Ho3+ 4f10 in a C2v field: one J = 8 multiplet

The 17 levels are the 2J+1 components of one spin-orbit multiplet, and their uneven spacing comes from four interleaved ladders of different symmetry. Projecting the input field on a pure 5I8 state, with nothing adjusted, gives the pattern about 11 % too wide. One scale factor of 0.90 brings every level within 1.4 cm⁻¹ of the relativistic one-configuration calculation.

Ho3+ 4f10 in a parametric C2v crystal field, computed with radial Dirac CI 1: one-configuration Dirac-Coulomb-Breit CI, KLI orbitals, model QED, valence Slater integrals scaled by 0.75. Wybourne parameters in cm⁻¹: B20 -700, B22 -310, B40 -690, B42 410, B44 -620, B60 -390, B62 20, B64 -380, B66 -200. Energies are relative to the lowest level; S and J are from ⟨S²⟩ and ⟨J²⟩.

```
level degeneracy  level energy (cm⁻¹)  level spin  level total j
               1                  0.0        1.93              8
               1                  9.8        1.93              8
               1                 18.3        1.93              8
               1                 26.8        1.93              8
               1                 31.6        1.93              8
               1                 39.6        1.93              8
               1                 49.2        1.93              8
               1                107.3        1.93              8
               1                123.8        1.93              8
               1                133.6        1.93              8
               1                180.4        1.93              8
               1                192.9        1.93              8
               1                193.3        1.93              8
               1                243.3        1.93              8
               1                259.3        1.93              8
               1                339.0        1.93              8
               1                342.0        1.93              8
```

What the rows are

Level energy is measured from the lowest level, and level degeneracy counts the states at that energy. Level spin S and level total J are read from ⟨S²⟩ = S(S+1) and ⟨J²⟩ = J(J+1). Every row has J = 8 and S = 1.93. The same run puts the first J = 7 level at 5180.3 cm⁻¹, so the 342 cm⁻¹ spread is 0.066 of the distance to the next multiplet: the field splits J = 8 and hardly disturbs J itself. All degeneracies are 1 for a reason of symmetry. Ten electrons is an even number, so Kramers' theorem forces no pairs, and C2v has only one-dimensional representations.

The model

The field is a one-electron operator, with Bkq the Wybourne parameters and C(k,q) the spherical tensors of rank k and projection q:

H = Σ Bk0 C(k,0) + Σ Bkq [C(k,q) + C(k,−q)], k = 2, 4, 6; q = 2, 4, 6

Hund's rules give S = 2, L = 6, J = 8. The state with M = 8 (M is the projection of J on the twofold axis) is one determinant: seven spin-up electrons, which fill all orbital projections m and are spherical, and three spin-down electrons in m = 3, 2, 1. For one f electron

⟨m|C(2,0)|m⟩ = (12 − 3m²)/45

which gives −1/3, 0 and +1/5, in sum −2/15 = −0.1333. The same sums for ranks 4 and 6 are −0.0909 and −0.1166. The Wigner-Eckart theorem carries these three numbers to all other elements of the 17 × 17 matrix. A term with index q joins M to M ± q, so even and odd M never mix, and within each set the combinations |M⟩ + |−M⟩ and |M⟩ − |−M⟩ (called + and −) separate as well. The blocks even+, even−, odd+ and odd− hold 5, 4, 4 and 4 states. Levels in one block repel; levels in different blocks can come arbitrarily close. Block labels and M compositions below belong to this model.

The nine parameters enter the calculation and the model alike, so agreement tests the projection on one multiplet. It says nothing about the field at a real site, where covalency and charge transfer, absent here, also act.

The top pair, 339.0 and 342.0 cm⁻¹

This pair stands 79.7 cm⁻¹ above the rest, the largest step in the table. The diagonal energy of M = ±8, relative to the mean of the multiplet, is

(−700)(−0.1333) + (−690)(−0.0909) + (−390)(−0.1166) = 93.3 + 62.7 + 45.5 = 201.5 cm⁻¹

All three axial terms have the same sign for this state, which is why it ends up at the top. Scaled by 0.899 the value is 181 cm⁻¹. The table has the lower member at 339.0 − 134.7 = 204.3 cm⁻¹ above the mean level, and repulsion supplies the difference. In the model the 339.0 level is 0.90 |M| = 8 and 0.09 |M| = 4, and the level at 123.8 cm⁻¹ is its mirror, 0.90 and 0.09 the other way round. For two mixing states the upper one rises by the admixed weight times the final separation:

0.09 × (339.0 − 123.8) = 19 cm⁻¹

This gives 200 against 204.3 cm⁻¹, with a last per cent of admixture left out. These rows were part of the fit that fixed the scale.

The pair is a split ±8 doublet, 0.90 and 0.85 pure in the model, one member even− and one even+. Going from +8 to −8 means a change of 16 in M while one action of the field changes M by at most 6, so at least three steps through distant states are needed. The splitting is small for that reason: 3.0 cm⁻¹ in the table, 3.1 in the model.

The pair at 192.9 and 193.3 cm⁻¹

This is the closest pair, and in the model it is no doublet. The two halves of a split ±M pair share their |M| content. Here the odd+ level is mostly |M| = 5 and 1, the odd− level almost wholly 3 and 7. Levels of two ladders happen to fall together, and no symmetry holds them there. The model step is 1.0 cm⁻¹ against 0.4, an error larger than the step, so which of the two lies lower cannot be read from the model.

The same reading holds down the whole list: in the model no two neighbouring levels share a block. The closest approach inside one block is 26.8 − 9.8 = 17.0 cm⁻¹. The regular steps of 5 to 10 cm⁻¹ among the lowest seven are four ladders shuffled together.

The low group and the gap above it

Because the tensors are orthogonal, the first-order variance of the levels splits exactly into one share per parameter. The two q = 4 terms carry 15.4 + 25.2 = 40.6 %, slightly more than all three axial terms together (39.2 %), and rank 6 leads among the ranks with 45.5 %. So M is a poor label for most rows, and the strongest mixing joins M to M ± 4. The even− block shows it cleanly: the levels at 18.3 and 180.4 cm⁻¹ are the lower and upper combinations of |M| = 6 and 2, in about 60:40 and 40:60 proportion. The low group is made largely of such pushed-down combinations, the 39.6 cm⁻¹ level (0.75 M = 0) being the purest. Above the 58.1 cm⁻¹ gap sit levels led by |M| = 4 and 5, two of them about 0.9 pure, which stay near the mean. The model gives the gap as 56.7 cm⁻¹, and no single parameter can be named as its cause. Axial terms alone leave an rms error of 57 cm⁻¹ and rank 2 alone 30 cm⁻¹, each with a freely fitted scale.

The ground level

The lowest level is an even+ mixture of mainly |M| = 2 and 6. A singlet has no moment of its own; a magnetic field induces one by mixing in other levels, the Van Vleck mechanism. With only level 0 occupied and an average over orientations,

χ = C g² (2/3) kB Σn |⟨0|J|n⟩|² / En

where En is the level energy, kB ≈ 0.70 cm⁻¹/K, and C = 14.07/(1.25² × 24) = 0.375 cm³ K/mol follows from the free-ion Curie value. With model matrix elements and table energies the sum over the low group is

33.6/9.8 + 12.6/18.3 + 5.0/26.8 + 14.8/31.6 + 0/39.6 + 0.7/49.2 = 4.79 cm

and with g = 1.239, obtained below,

χ = 0.375 × 1.239² × (2/3) × 0.70 × 4.79 = 1.29 cm³/mol

The run gives 1.28 at 2 K. No susceptibility entered any fit. About 70 % of the sum comes from the 9.8 cm⁻¹ level. As χ levels off (1.18 at 5 K), χT falls, from 13.75 cm³ K/mol at 300 K to 2.56 at 2 K, in a one-ion calculation that has no coupling between sites. The full model is within 0.4 % of the run's χT from 10 K up and 3.8 % high at 2 K, where its first gap of 9.3 cm⁻¹ is too small.

Why the pattern is narrower than pure 5I8

The width ratio of table to pure model is 110.5/122.9 = 0.899, and a least-squares scale on all 17 levels, compared at equal means, gives the same number while lowering the rms error from 12.4 to 0.76 cm⁻¹. The spin column points to the cause. Spin-orbit coupling mixes terms of equal J, and 5I is the only quintet that reaches J = 8, so the admixture has lower spin. If it is triplet, the quintet weight w obeys

6w + 2(1 − w) = 5.660, w = 0.915

The field does not act on spin and has no quintet-triplet element, so the 5I8 pattern is multiplied by w and the admixed part adds its own response. The scale should lie near w if that response is small. The scale lies a little below w, which points to a weak response of opposite sign from the admixed part; that response is inferred here and was not computed. The size of w depends on the 0.75 scaling of the Slater integrals, which sets how near the triplets lie. Spin-orbit coupling changes S and L by at most one unit, and 3H and 3I cannot reach J = 8, so in first order the only partner of 5I8 is 3K8 (g = 9/8); other terms enter in higher order. This gives g = 1.239, and the high-temperature χT is consistent with it.

Separate scales per rank and mixing with the other J levels of 5I change little (rms 0.58 cm⁻¹ with both), and the remainder is still some twenty times the rounding of the table, with the 259.3 cm⁻¹ level worst in each scaled model of the full field. One feature is clearly not reproduced. A first-order field leaves the mean unmoved, yet the run lowers the ground level by 140.36 cm⁻¹ while the mean lies 134.72 above it. If that lowering is measured from the free-ion level, the multiplet has sunk by about 5.6 cm⁻¹, and J mixing within 5I supplies only 1.6 when those levels are given Landé spacing, which places the upper ones somewhat too high and so understates their share. In a single configuration the only other partners are the higher multiplets of 4f10, which the field reaches through their quintet content and which can only push J = 8 down. The rest must come from them, and the same omitted coupling is the likely source of the leftover residuals; neither is computed here. The analysis printed after this page lists the residuals row by row.

Neighbouring cases

To first order, reversing the sign of all nine parameters turns the list upside down and makes the nearly pure ±8 pair the ground state, well isolated. For 4f11 the fourth spin-down electron enters m = 0 and adds 12/45, turning the rank-2 sum from −2/15 to +2/15. The rank-4 and rank-6 sums change sign in the same way, so all three axial terms now lower the state of largest |M|, and the odd electron count makes J = 15/2 split into eight Kramers doublets.

Numerical output:

```
spread 342.0, mean 134.72, std 110.5, J=7 above last row 4838.3 cm-1; spread/J=7 onset 0.066
<S^2> 5.660; quintet weight if rest is triplet 0.915; g of 5I8/3K8 mix 1.239; rounding rms 0.03 cm-1
stretched-state <C^k_0>, k=2,4,6: -0.1333 -0.0909 -0.1166
variance share %: B20 16.4 B22 6.4 B40 9.5 B42 6.7 B44 15.4 B60 13.3 B62 0.1 B64 25.2 B66 7.0
by rank %: k=2 22.9 k=4 31.6 k=6 45.5 ; all q=0 39.2
pure 5I8 std 122.9 cm-1; table/model width ratio 0.899
A pure 5I8: rms 12.38, worst +22.7 cm-1 (row 17), fitted []
B one scale: rms 0.76, worst +1.4 cm-1 (row 15), fitted [0.899]
C scales k=2,4,6: rms 0.72, worst +1.2 cm-1 (row 15), fitted [0.897 0.895 0.904]
D one scale + J mixing (last: gap cm-1): rms 0.75, worst +1.7 cm-1 (row 15), fitted [9.010000e-01 5.120994e+03]
E three scales + J mixing: rms 0.58, worst +1.4 cm-1 (row 15), fitted [8.980000e-01 8.900000e-01 9.090000e-01 5.120163e+03]
q=0 terms only, one scale: rms 57.08, worst -114.3 cm-1 (row 15), fitted [1.23]
rank 2 only, one scale: rms 29.93, worst +63.8 cm-1 (row 7), fitted [1.81]
centroid vs free ion: run -5.65, D -1.61, E -1.63 cm-1
row table step | model-table A C E (cm-1, equal means) | model C: step, block, <Jz^2>, main |M|
 1    0.0   0.0 |  -14.5  +0.2  +0.4 |   0.0 even+  15.6 2:0.53 6:0.34
 2    9.8   9.8 |  -13.8  -0.3  -0.3 |   9.3 odd-   17.7 3:0.46 7:0.27
 3   18.3   8.5 |  -12.7  +0.4  +0.9 |   9.2 even-  23.2 6:0.58 2:0.40
 4   26.8   8.5 |  -12.0  +0.2  +0.4 |   8.3 odd-   14.4 1:0.62 7:0.21
 5   31.6   4.8 |  -10.5  +0.7  -0.2 |   5.3 odd+   21.9 5:0.45 1:0.32
 6   39.6   8.0 |  -11.8  -1.0  -1.1 |   6.3 even+   6.8 0:0.75 6:0.15
 7   49.2   9.6 |   -9.1  +0.4  -0.4 |  11.1 odd+   26.2 7:0.44 3:0.33
 8  107.3  58.1 |   -4.2  -1.0  -0.3 |  56.7 even+  25.8 4:0.57 6:0.31
 9  123.8  16.5 |   -2.7  -1.1  -0.2 |  16.4 even-  20.4 4:0.90 8:0.09
10  133.6   9.8 |   -1.1  -0.7  +0.2 |  10.2 odd-   24.3 5:0.88 1:0.07
11  180.4  46.8 |   +4.8  +0.2  +0.4 |  47.7 even-  17.2 2:0.60 6:0.39
12  192.9  12.5 |   +6.9  +0.6  -0.2 |  12.9 odd+   21.4 5:0.38 1:0.24
13  193.3   0.4 |   +7.7  +1.2  -0.4 |   1.0 odd-   27.6 3:0.48 7:0.47
14  243.3  50.0 |  +12.7  +0.1  +0.2 |  48.9 even+  15.1 2:0.41 6:0.19
15  259.3  16.0 |  +15.5  +1.2  +1.4 |  17.1 odd+   14.5 3:0.47 1:0.27
16  339.0  79.7 |  +22.3  -0.6  -0.6 |  77.8 even-  59.2 8:0.90 4:0.09
17  342.0   3.0 |  +22.7  -0.6  -0.3 |   3.1 even+  56.7 8:0.85 4:0.12
chiT (cm3 K/mol): free-ion limit g=1.25 14.07, g=1.239 13.83
ground-state |<0|J|n>|^2 to rows 2-7 (model C): [33.6 12.6  5.  14.8  0.   0.7]
T   2 K: run chiT 2.56, model C 2.66 (+3.8 %), run chi 1.281 cm3/mol
T   5 K: run chiT 5.88, model C 6.01 (+2.3 %), run chi 1.175 cm3/mol
T  10 K: run chiT 8.83, model C 8.86 (+0.4 %), run chi 0.883 cm3/mol
T  20 K: run chiT 10.99, model C 10.97 (-0.1 %), run chi 0.549 cm3/mol
T  50 K: run chiT 12.55, model C 12.52 (-0.2 %), run chi 0.251 cm3/mol
T 100 K: run chiT 13.25, model C 13.23 (-0.2 %), run chi 0.133 cm3/mol
T 200 K: run chiT 13.64, model C 13.62 (-0.2 %), run chi 0.068 cm3/mol
T 300 K: run chiT 13.75, model C 13.73 (-0.2 %), run chi 0.046 cm3/mol
```
